## Two layers in a cell: finding the lowest vibration of wurtzite SiC

In silicon carbide, vibrations that pull silicon and carbon apart lie at roughly 750 cm⁻¹. Their Raman activities are a few tens of Å⁴/amu when light couples to them at all, and symmetry can reduce a Raman or infrared strength to exactly zero. The table lists the optical levels of the wurtzite form, computed with the PBE functional, with the lowest one left open. How much of that row can be worked out from the other five?

Zone-centre optical phonons of wurtzite SiC (4 atoms in the cell, a = 3.092 Å, c = 5.074 Å), computed with Ansatz 0.2.0 using PBE, plane waves with PAW, a 420 eV cutoff and a 12×12×6 k mesh. Each row is one degenerate level, with infrared intensity and static Raman activity summed over its modes. Frequencies do not include LO–TO splitting.

```tsv
row	phonon frequency (cm⁻¹)	degeneracy	infrared intensity ((D/Å)²/amu)	raman activity (Å^4/amu)	depolarisation ratio
1	?	?	?	?	?
2	584.5	1	0	0	n/a
3	742.6	2	0	25.5	0.750000
4	749.5	1	44.9	69.8	0.745553
5	778.2	2	77.9	19.4	0.750000
6	814.8	1	0	0	n/a
```

### What symmetry settles

Four atoms in the cell can move in twelve independent ways, and three of these are translations of the whole crystal. Nine optical modes remain. The degeneracies of the known rows add up to seven, so row 1 must hold the last two modes as one doublet.

The structure tells us which doublet. Wurtzite is a stack of bilayers, each a puckered sheet of silicon and carbon, with two bilayers in the cell. Every pattern of motion therefore occurs twice, once with neighbouring bilayers moving alike and once with them moving oppositely. In the opposite patterns the electric dipoles of the two bilayers cancel, and the infrared intensity vanishes.

For motion within the planes, the opposite patterns are two doublets called E2. Both are visible in Raman scattering and absent from the infrared. Row 3 has this signature, so row 1 must be its partner. The opposite patterns for motion along the stacking axis, called B1, are the silent rows 2 and 6.

The depolarisation ratio follows too. It compares the light scattered with crossed and with parallel polarisation, averaged over all orientations of the crystal. An E2 vibration raises the polarisability along one in-plane direction and lowers it equally along the other, so the average change is zero. The ratio is then exactly 0.75.

### A chain of planes

The frequency needs mechanics. When all atoms of a plane move together sideways, the crystal acts as a chain of alternating silicon and carbon planes. Inside a bilayer three slanted bonds per atom resist the motion, partly by stretching. Between bilayers there is one upright bond per atom, which only has to tilt, so that spring is much softer.

Suppose that only adjacent planes are coupled, by springs $k_1$ inside and $k_2$ between the bilayers. Each plane then feels the total stiffness $k_1+k_2$, counted per atom, when that plane alone is displaced. This holds whatever the pattern of motion. For a silicon mass $M$ and a carbon mass $m$, the squared angular frequencies of the two modes of any one pattern add up to

$$(k_1+k_2)\left(\frac{1}{M}+\frac{1}{m}\right).$$

When neighbouring bilayers move alike, one of the two modes is a translation with zero frequency. The other is the E1 level of row 5 and carries the whole sum. When they move oppositely, the two E2 levels share the same sum. This fixes the missing frequency $\nu_1$ from rows 3 and 5:

$$\nu_1=\sqrt{778.2^2-742.6^2}\ \text{cm}^{-1}\approx\sqrt{54\,100}\ \text{cm}^{-1}\approx 233\ \text{cm}^{-1}.$$

The estimate is delicate, because it is a small difference between two large squares. Raising the E1 frequency by only 1 % would lift it by about 25 cm⁻¹. Springs between like planes, silicon to silicon or carbon to carbon in adjacent bilayers, would also lift it if they are positive.

Motion along the axis offers a hint about those springs. There the two B1 levels must be compared with the longitudinal A1 mode, which is stiffened by its own electric field and is not listed. Its frequency can be estimated from the infrared intensity of row 4 and a dielectric constant of 6.9, a rough recalled value. The calculation itself gives a somewhat larger constant along the axis, which would lower the longitudinal frequency and enlarge the excess that follows. The B1 squares then exceed the expected sum by about 13 %, which points to positive like-plane springs for axial motion. That the same sign holds for sideways motion is only plausible.

### An estimate from the other side

The low E2 mode can also be seen as a sound wave. Bilayers sliding oppositely form a shear wave that repeats after two bilayers. If each bilayer is a rigid mass tied only to its neighbours, the angular frequency is $2v/d$, where $v$ is the speed of long shear waves and $d$ the bilayer spacing. A shear stiffness of about 160 GPa, again rough and recalled, leads to 297 cm⁻¹.

This value is probably too high. In tetrahedral semiconductors the shear branch is known to flatten at short wavelengths, because forces reach beyond the nearest layer. Springs between every second bilayer, for example, stiffen a long wave. They are not stretched at all when neighbouring bilayers move oppositely, since every second bilayer then moves alike.

### How bright in Raman light?

The chain also gives the motions. In the upper E2 mode carbon moves 2.6 times as far as silicon and in the opposite direction, so the bonds inside a bilayer are strongly strained. In the low mode carbon follows silicon with 0.90 of its displacement. The bilayers slide almost as rigid sheets.

If the Raman signal comes only from relative motion inside a bilayer, the low mode should be very weak. Its activity, proportional to the square of that relative motion, comes out at about 0.06 Å⁴/amu. Since the expected signal is so small, any other change of polarisability could raise it considerably.

### The forecast

- **Degeneracy, infrared intensity and depolarisation ratio:** 2, 0 and 0.75, exact by symmetry.
- **Frequency:** 265 ± 35 cm⁻¹, the midpoint of the two estimates.
- **Raman activity:** about 0.06 Å⁴/amu, above zero, with a range up to 2.

The frequency forecast is not blind. A rough recalled laboratory value near 260 cm⁻¹ agrees with the midpoint. The error bar is a judgement based on the distance between the two estimates, not a statistical one.

The withheld rows as computed:

```tsv
row	phonon frequency (cm⁻¹)	degeneracy	infrared intensity ((D/Å)²/amu)	raman activity (Å^4/amu)	depolarisation ratio
1	256.7	2	0	0.3	0.750000
```

### What the result teaches

The three symmetry forecasts hold exactly. They did not depend on spring constants or on the quality of the functional, and they carry over to any crystal with the wurtzite structure. Such a crystal always has two E2 doublets that infrared absorption by single phonons cannot show.

The computed frequency is 256.7 cm⁻¹, so the forecast is about 8 cm⁻¹, or 3 % of the computed value, too high. This close agreement should not be credited to either model. The chain alone is 24 cm⁻¹ too low and the rigid bilayers are 41 cm⁻¹ too high, and the midpoint lets these errors partly cancel.

The chain's miss has a clear meaning. The squares of the two E2 frequencies add up to 1.9 % more than the square of E1. In terms of springs, like planes in oppositely moving bilayers are held together by a weak net positive coupling, as was suspected. The computed eigenvectors, combined with the frequencies, place this extra stiffness on the silicon planes; the carbon planes contribute practically none. The effect is small beside the total stiffness, yet it matters for the low mode because that mode has so little stiffness of its own. No test of the mesh or the cutoff is available to show how firm such a small excess is.

The miss of the rigid-bilayer estimate has the expected sign, but its size cannot be assigned to flattening alone. The shear stiffness was a recalled laboratory value, whereas the frequency belongs to PBE, which typically makes SiC a few per cent too soft. That can be only a small part of the miss, however, since the recalled laboratory frequency near 260 cm⁻¹ lies almost as far below 297 cm⁻¹.

The Raman activity is 0.3 Å⁴/amu, inside the range but about five times the model's value. The picture of nearly rigid sheets gets the main point right, since the low mode has only about 1 % of the activity of the upper one. It fails for the remainder. The motion is not at fault: in the computed eigenvector carbon follows silicon with 0.91 of its displacement, close to the chain's 0.90. An E2 motion has only two parts, relative motion inside a bilayer and sliding of one bilayer over the next, and the change of polarisability is linear in both. The sliding must therefore change the polarisability too, and in the low mode it is the larger contribution. The activities, being squares, leave its sign open.

For a comparison with a measured spectrum of this form of SiC, the activity is not yet a peak height. A low-frequency vibration has a larger amplitude and is more strongly excited by heat, so its measured line gains on the upper one compared with the ratio in the table. The analysis printed below gives the estimates and their misses.

The gap between 257 and 743 cm⁻¹ thus separates two kinds of motion with the same symmetry. In the upper doublet the bonds within each sheet are strained, while in the lower one heavy sheets slide against the weak resistance of tilting bonds, helped by a small coupling between the silicon planes.

Numerical output:

```
Optical modes left for row 1: 2
Sum-rule estimate of the low E2 frequency, cm^-1: 232.7
Rise of that estimate if E1 were 1 percent higher, cm^-1: 24.83
Rigid-bilayer estimate of the low E2 frequency, cm^-1: 297.3
Forecast frequency (midpoint), cm^-1: 265
Error bar of the forecast frequency, cm^-1: 35
Control, estimated longitudinal A1 frequency, cm^-1: 944.6
Control, root of the sum of the two B1 squares, cm^-1: 1003
Control, excess of the B1 sum of squares over the longitudinal square, percent: 12.7
C displacement over Si displacement in a bilayer, upper E2: -2.607
C displacement over Si displacement in a bilayer, low E2: 0.8968
Forecast Raman activity of row 1 (range up to 2), A^4/amu: 0.06071
Computed frequency of row 1, cm^-1: 256.7
Miss of the forecast frequency (forecast less computed), cm^-1: 8.293
Miss of the sum-rule estimate, cm^-1: -24.02
Miss of the rigid-bilayer estimate, cm^-1: 40.61
Excess of the E2 sum of squares over the E1 square, percent: 1.941
Computed Raman activity of row 1, A^4/amu: 0.3
Miss of the forecast Raman activity, A^4/amu: -0.2393
Computed Raman activity of row 1 as percent of the upper E2: 1.176
Row 1 revealed beside the known rows:
  row  degeneracy  infrared  depolarisation
    1           2         0            0.75
    2           1         0             n/a
    3           2         0            0.75
    4           1      44.9          0.7456
    5           2      77.9            0.75
    6           1         0             n/a
```
